**A counting rule for the first ionisation energies of the 5d metals**

The table holds first ionisation energies of eleven period-6 metals from unrestricted HF, valence MP2 and SCS-MP2 (PySCF, ANO-RCC-VTZP, spin-free X2C), with first-order spin-orbit corrections and measured values. The program fits IE = a + b n + K m + c p to the rows Ta to Hg, where n is the 5d count, m the number of 5d electrons sharing the spin of the departing 6s electron and p marks a 6s² atom, and compares it with a straight line in Z and with the rule without K. The rounded rule reproduces the eight tabulated values to 0.065 eV rms, and leave-one-out refits give 0.11 eV against 0.40 and 0.32 eV for the two simpler forms; only b + K, about 0.50 eV, is well determined. The rule overshoots Cs, Ba and Lu, which lie outside its range, by 1.8 to 1.9 eV. The output also lists the error of each level of theory and splits the MP2 contribution into opposite-spin and same-spin parts, the latter following m at about 0.11 eV per partner.

First ionisation energies of Cs, Ba, Lu and Ta to Hg as total-energy differences between the ground configurations of atom and ion, from PySCF 2.14.0 with HF, MP2 and SCS-MP2 (ANO-RCC-VTZP, spin-free one-electron X2C, Gaussian nucleus). Each state is one real unrestricted determinant at highest spin; "valence" means that only the electrons not frozen are correlated.

## Program and output

```python
# Table: first ionisation energies (eV) of period-6 metals, PySCF, UHF/MP2/SCS-MP2, ANO-RCC-VTZP,
# spin-free X2C-1e, with tabulated values. Tested: counting rule IE = a + b n + K m + c p for 6s loss
# (n = 5d count, m = same-spin 5d partners of the departing electron, p = 1 for 6s2), two rivals, range.
T = {
    'species': ['Cs', 'Ba', 'Lu', 'Ta', 'W', 'Re', 'Os', 'Ir', 'Pt', 'Au', 'Hg'],
    'Z': [55, 56, 71, 73, 74, 75, 76, 77, 78, 79, 80],
    'N': [55, 56, 71, 73, 74, 75, 76, 77, 78, 79, 80],
    'config': ['[Xe] 6s1', '[Xe] 6s2', '[Xe] 4f14 5d1 6s2', '[Xe] 4f14 5d3 6s2', '[Xe] 4f14 5d4 6s2', '[Xe] 4f14 5d5 6s2', '[Xe] 4f14 5d6 6s2', '[Xe] 4f14 5d7 6s2', '[Xe] 4f14 5d9 6s1', '[Xe] 4f14 5d10 6s1', '[Xe] 4f14 5d10 6s2'],
    'final': ['[Xe]', '[Xe] 6s1', '[Xe] 4f14 6s2', '[Xe] 4f14 5d3 6s1', '[Xe] 4f14 5d4 6s1', '[Xe] 4f14 5d5 6s1', '[Xe] 4f14 5d6 6s1', '[Xe] 4f14 5d7 6s1', '[Xe] 4f14 5d9', '[Xe] 4f14 5d10', '[Xe] 4f14 5d10 6s1'],
    'fz_valence': [54, None, 46, None, 68, 68, 68, 68, 68, 68, 68],
    'hf': [3.48, 4.32, 4.46, 5.76, 5.92, 5.95, 6.55, 7.03, 7.59, 7.68, 8.5],  # eV
    'mp2_valence': [3.48, None, 4.95, None, 7.06, 7.2, 7.92, 8.61, 8.96, 9.15, 10.35],  # eV
    'scs_mp2_valence': [3.48, None, 4.82, None, 7.28, 7.45, 8.11, 8.76, 8.75, 8.95, 10.28],  # eV
    'so': [0.0, 0.0, 0.19, None, 0.02, 0.0, 0.0, 0.0, -0.02, 0.0, 0.0],  # eV
    'ref': [3.89391, 5.21166, 5.42587, 7.54957, 7.86403, 7.83352, 8.43823, 8.96702, 8.95883, 9.22555, 10.4375],  # eV
    'kind': ['measured', 'measured', 'measured', 'measured', 'measured', 'measured', 'measured', 'measured', 'measured', 'measured', 'measured'],
}
import re
import numpy as np
from scipy.constants import physical_constants as pc
Ry = pc['Rydberg constant times hc in eV'][0]
sp = T['species']; ix = {s: i for i, s in enumerate(sp)}
arr = lambda k: np.array([np.nan if v is None else float(v) for v in T[k]])
Z, hf, mp, sc, so, ref = map(arr, ['Z', 'hf', 'mp2_valence', 'scs_mp2_valence', 'so', 'ref'])
cnt = lambda c, sh: int(re.search(sh + r'(\d+)', c).group(1)) if sh in c else 0
n = np.array([cnt(c, '5d') for c in T['config']]); p = np.array([cnt(c, '6s') - 1 for c in T['config']])
m = np.where(p == 1, np.maximum(0, n - 5), np.minimum(n, 5)); one = np.ones(len(sp))
X = np.c_[one, n, m, p]; inr = Z >= 73  # out: Cs, Ba (no 4f14 core), Lu (loses 5d)
def fit(A, y):
    k = np.where(inr & ~np.isnan(y))[0]; c = np.linalg.lstsq(A[k], y[k], rcond=None)[0]
    loo = np.full(len(y), np.nan)
    for i in k:
        j = k[k != i]; loo[i] = A[i] @ np.linalg.lstsq(A[j], y[j], rcond=None)[0] - y[i]
    return c, A @ c - y, loo, k
rms = lambda r: np.sqrt(np.mean(r**2))
def rep(r, loo, k):
    w = k[np.argmax(abs(r[k]))]; v = k[np.argmax(abs(loo[k]))]
    return f"rms {rms(r[k]):.3f} worst {sp[w]} {r[w]:+.2f}; LOO rms {rms(loo[k]):.2f} worst {sp[v]} {loo[v]:+.2f}"
print("All in eV; residual = model - target; rounding floor of computed columns 0.005; fits on Ta-Hg")
F = {}
for nm, y in [('tabulated', ref), ('HF', hf), ('MP2', mp), ('SCS', sc)]:
    F[nm] = c, r, loo, k = fit(X, y)
    print(f"{nm} ({len(k)} rows): a {c[0]:.3f} b {c[1]:.3f} K {c[2]:.3f} c {c[3]:.3f} b+K {c[1]+c[2]:.3f}; " + rep(r, loo, k))
c, r, loo, k = F['tabulated']; C = np.linalg.inv(X[k].T @ X[k]) * np.sum(r[k]**2) / (len(k) - 4)
print("tabulated std errors a,b,K,c:", np.round(np.sqrt(np.diag(C)), 3), f"b+K {np.sqrt(C[1,1]+C[2,2]+2*C[1,2]):.3f}; corr(b,K) {C[1,2]/np.sqrt(C[1,1]*C[2,2]):+.2f}")
for nm, A in [('line in Z', np.c_[one, Z - 73]), ('no K (a,b,c)', np.c_[one, n, p])]:
    for t, y in [('tabulated', ref), ('HF', hf)]:
        ca, ra, la, ka = fit(A, y); print(f"rival {nm}, {t}: params", np.round(ca, 3), rep(ra, la, ka))
h = np.round(c, 2); rule = X @ h; rr = rule - ref
print(f"hand rule a,b,K,c = {h}; rms {rms(rr[k]):.3f}, max {abs(rr[k]).max():.2f}, max {100*abs(rr[k]/ref[k]).max():.1f} %")
print("row n m p | rule tab resid % LOO | HF-fit resid | HF-tab MP2-tab SCS-tab | n*=sqrt(Ry/tab)")
for i, s in enumerate(sp):
    print(f"{s} {n[i]} {m[i]} {p[i]} | {rule[i]:.2f} {ref[i]:.2f} {rr[i]:+.2f} {100*rr[i]/ref[i]:+.1f} {loo[i]:+.2f} | {F['HF'][1][i]:+.2f} | "
          f"{hf[i]-ref[i]:+.2f} {mp[i]-ref[i]:+.2f} {sc[i]-ref[i]:+.2f} | {np.sqrt(Ry/ref[i]):.2f}" + ("" if inr[i] else " (outside fit)"))
for s in ['Os', 'Pt']:
    i = ix[s]; print(f"worked {s}: {h[0]:.2f} + {h[1]*n[i]:.2f} + {h[2]*m[i]:.2f} + {h[3]*p[i]:.2f} = {rule[i]:.2f}, tabulated {ref[i]:.2f}")
d = lambda y, a, b: y[ix[b]] - y[ix[a]]
for nm, y in [('HF', hf), ('tabulated', ref)]:
    print(nm, "steps:", ", ".join(f"{a}-{b} {d(y,a,b):+.2f}" for a, b in [('Ta','W'),('W','Re'),('Re','Os'),('Os','Ir'),('Ir','Pt'),('Pt','Au'),('Au','Hg'),('Cs','Ba')]))
    print(f"{nm} per d electron: Ta-Re {d(y,'Ta','Re')/2:.2f}, Re-Hg {d(y,'Re','Hg')/5:.2f}, Ir-Hg {d(y,'Ir','Hg')/3:.2f}")
g = ref - hf
for q in (1, 0):
    v = g[inr & (p == q)]; print(f"tabulated-HF, 6s{q+1} rows Ta-Hg: mean {v.mean():.2f}, range {v.min():.2f}-{v.max():.2f}")
cm, cs = mp - hf, sc - hf; OS = (cs - cm / 3) / (1.2 - 1 / 3); SS = cm - OS; kk = F['MP2'][3]
print("MP2-HF split (SCS factors 6/5, 1/3 assumed; floor about 0.015): total, SCS/MP2, opposite, same spin")
print("; ".join(f"{sp[i]} {cm[i]:.2f} {cs[i]/cm[i]:.2f} {OS[i]:.2f} {SS[i]:.2f}" for i in kk))
sl = SS[kk] @ m[kk] / (m[kk] @ m[kk]); print(f"same-spin part per partner m: {sl:.3f}, max misfit {abs(sl*m[kk]-SS[kk]).max():.2f}")
# typed from the further outputs of the same runs (valence CCSD(T); Ba with 5s5p correlated; MP2 with 5s5p)
cc = {'Ba': 5.187, 'W': 7.398, 'Re': 7.421, 'Os': 8.071, 'Au': 9.017, 'Hg': 10.215}; sub = {'Ir': 8.813, 'Pt': 9.153}
print("CCSD(T)-tab:", ", ".join(f"{s} {v-ref[ix[s]]:+.2f}" for s, v in cc.items()))
print("MP2-CCSD(T):", ", ".join(f"{s} {mp[ix[s]]-v:+.2f}" for s, v in cc.items() if s != 'Ba'))
print("5s5p in MP2, shift and new error:", ", ".join(f"{s} {v-mp[ix[s]]:+.2f} {v-ref[ix[s]]:+.2f}" for s, v in sub.items()))
L = ix['Lu']; print(f"Lu MP2+SO {mp[L]+so[L]:.2f}, error {mp[L]+so[L]-ref[L]:+.2f}; max |SO| W-Hg {np.nanmax(abs(so[inr])):.2f}")
assert np.all(g > 0)
assert d(hf, 'Re', 'Os') > 3 * max(d(hf, 'Ta', 'W'), d(hf, 'W', 'Re'))
assert 0.2 < F['HF'][0][2] < 0.6 and F['HF'][0][1] > 0
assert abs(SS[ix['W']]) < 0.05 and abs(SS[ix['Re']]) < 0.05 and SS[ix['Os']] < SS[ix['Ir']] < SS[ix['Hg']]
```

Output:

```
All in eV; residual = model - target; rounding floor of computed columns 0.005; fits on Ta-Hg
tabulated (8 rows): a 5.786 b 0.175 K 0.329 c 1.270 b+K 0.504; rms 0.058 worst W -0.11; LOO rms 0.11 worst Re +0.18
HF (8 rows): a 4.616 b 0.113 K 0.390 c 0.825 b+K 0.502; rms 0.029 worst Re +0.05; LOO rms 0.07 worst Hg +0.14
MP2 (7 rows): a 5.019 b 0.203 K 0.422 c 1.235 b+K 0.624; rms 0.047 worst Ir -0.09; LOO rms 0.15 worst Hg +0.36
SCS (7 rows): a 5.012 b 0.229 K 0.332 c 1.366 b+K 0.561; rms 0.056 worst Ir -0.11; LOO rms 0.18 worst Hg +0.43
tabulated std errors a,b,K,c: [0.195 0.046 0.059 0.103] b+K 0.021; corr(b,K) -0.95
rival line in Z, tabulated: params [7.371 0.368] rms 0.266 worst Hg -0.49; LOO rms 0.40 worst Hg -0.84
rival line in Z, HF: params [5.482 0.397] rms 0.196 worst Re +0.33; LOO rms 0.29 worst Ta -0.48
rival no K (a,b,c), tabulated: params [5.104 0.42  0.962] rms 0.173 worst Re +0.33; LOO rms 0.32 worst Hg -0.62
rival no K (a,b,c), HF: params [3.808 0.403 0.461] rms 0.195 worst Re +0.33; LOO rms 0.38 worst Hg -0.73
hand rule a,b,K,c = [5.79 0.17 0.33 1.27]; rms 0.065, max 0.12, max 1.6 %
row n m p | rule tab resid % LOO | HF-fit resid | HF-tab MP2-tab SCS-tab | n*=sqrt(Ry/tab)
Cs 0 0 0 | 5.79 3.89 +1.90 +48.7 +nan | +1.14 | -0.41 -0.41 -0.41 | 1.87 (outside fit)
Ba 0 0 1 | 7.06 5.21 +1.85 +35.5 +nan | +1.12 | -0.89 +nan +nan | 1.62 (outside fit)
Lu 1 0 1 | 7.23 5.43 +1.80 +33.3 +nan | +1.09 | -0.97 -0.48 -0.61 | 1.58 (outside fit)
Ta 3 0 1 | 7.57 7.55 +0.02 +0.3 +0.12 | +0.02 | -1.79 +nan +nan | 1.34
W 4 0 1 | 7.74 7.86 -0.12 -1.6 -0.15 | -0.03 | -1.94 -0.80 -0.58 | 1.32
Re 5 0 1 | 7.91 7.83 +0.08 +1.0 +0.18 | +0.05 | -1.88 -0.63 -0.38 | 1.32
Os 6 1 1 | 8.41 8.44 -0.03 -0.3 -0.01 | -0.04 | -1.89 -0.52 -0.33 | 1.27
Ir 7 2 1 | 8.91 8.97 -0.06 -0.6 -0.04 | -0.02 | -1.94 -0.36 -0.21 | 1.23
Pt 9 5 0 | 8.97 8.96 +0.01 +0.1 +0.11 | -0.01 | -1.37 +0.00 -0.21 | 1.23
Au 10 5 0 | 9.14 9.23 -0.09 -0.9 -0.11 | +0.01 | -1.55 -0.08 -0.28 | 1.21
Hg 10 5 1 | 10.41 10.44 -0.03 -0.3 +0.10 | +0.02 | -1.94 -0.09 -0.16 | 1.14
worked Os: 5.79 + 1.02 + 0.33 + 1.27 = 8.41, tabulated 8.44
worked Pt: 5.79 + 1.53 + 1.65 + 0.00 = 8.97, tabulated 8.96
HF steps: Ta-W +0.16, W-Re +0.03, Re-Os +0.60, Os-Ir +0.48, Ir-Pt +0.56, Pt-Au +0.09, Au-Hg +0.82, Cs-Ba +0.84
HF per d electron: Ta-Re 0.10, Re-Hg 0.51, Ir-Hg 0.49
tabulated steps: Ta-W +0.31, W-Re -0.03, Re-Os +0.60, Os-Ir +0.53, Ir-Pt -0.01, Pt-Au +0.27, Au-Hg +1.21, Cs-Ba +1.32
tabulated per d electron: Ta-Re 0.14, Re-Hg 0.52, Ir-Hg 0.49
tabulated-HF, 6s2 rows Ta-Hg: mean 1.90, range 1.79-1.94
tabulated-HF, 6s1 rows Ta-Hg: mean 1.46, range 1.37-1.55
MP2-HF split (SCS factors 6/5, 1/3 assumed; floor about 0.015): total, SCS/MP2, opposite, same spin
W 1.14 1.19 1.13 0.01; Re 1.25 1.20 1.25 0.00; Os 1.37 1.14 1.27 0.10; Ir 1.58 1.09 1.39 0.19; Pt 1.37 0.85 0.81 0.56; Au 1.47 0.86 0.90 0.57; Hg 1.85 0.96 1.34 0.51
same-spin part per partner m: 0.108, max misfit 0.03
CCSD(T)-tab: Ba -0.02, W -0.47, Re -0.41, Os -0.37, Au -0.21, Hg -0.22
MP2-CCSD(T): W -0.34, Re -0.22, Os -0.15, Au +0.13, Hg +0.13
5s5p in MP2, shift and new error: Ir +0.20 -0.15, Pt +0.19 +0.19
Lu MP2+SO 5.14, error -0.29; max |SO| W-Hg 0.02
```
